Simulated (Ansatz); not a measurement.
## A substitution series on Ti: OH to F

Gas-phase molecules. On one Ti centre that keeps NH2, n of the OH ligands are replaced by F. The HOMO–LUMO gap y in eV at wB97M-V/def2-TZVPP. Shapes: PBE0-D4/def2-TZVP. Flexible molecules stand in one conformer, not always the lowest. Programs: Ansatz 0.2.0.

```
     molecule  n  y (eV)
 Ti(NH2)(OH)3  0   10.75
Ti(NH2)(OH)2F  1       ?
Ti(NH2)(OH)F2  2   10.88
    Ti(NH2)F3  3   10.83
```

Fit y = c + s·n to the known rows and predict Ti(NH2)(OH)2F.


1. Means of the 3 rows: n = 1.66667, y = 10.820.
2. Σ(Δn)² = 4.6667, Σ(Δn·Δy) = 0.15, so the slope is 0.15/4.6667 = 0.032143.
3. Intercept: 10.820 − (0.032143) × 1.66667 = 10.766. The largest residual of the fit is 0.049.
4. Ti(NH2)(OH)2F: 10.766 + (0.032143) × 1 = 10.80 eV.

The run gave 10.77 eV, so the prediction is off by +0.03 eV, within the largest residual. The steps per swap are uneven (+0.02, +0.11, -0.05), so a line is a poor model. Other levels give for Ti(NH2)(OH)2F: SPW92/def2-TZVPP 3.64; PBE-D4/def2-TZVPP 3.68; PBE0-D4/def2-TZVPP 6.16 eV. Orbital gaps aren't excitation energies, and the LUMO depends on the basis. The series isn't monotonic at this level.

Replacing OH by F barely changes the gap: all four molecules lie between 10.75 and 10.88 eV. A likely reason is the retained amide. In a formally d0 Ti(IV) complex the lowest empty orbital is normally Ti 3d with some metal–ligand π* character, while the HOMO is probably the nitrogen lone pair, since nitrogen is less electronegative than oxygen or fluorine. Fluorine then acts on both levels from outside, making the metal more electron-poor and lowering the 3d level and the amide lone pair together, so that most of the shift cancels in the difference. The small uneven steps that remain could come from changes in π donation or in the orientation of the ligands.

The close prediction therefore reflects the flatness of the series more than a real effect per fluorine. The choice of functional matters far more, with 3.68 eV in PBE against 10.77 eV in wB97M-V for the same molecule, probably because of the exact exchange in the latter. The gaps alone can't confirm the parallel shift, which would need the separate orbital energies.
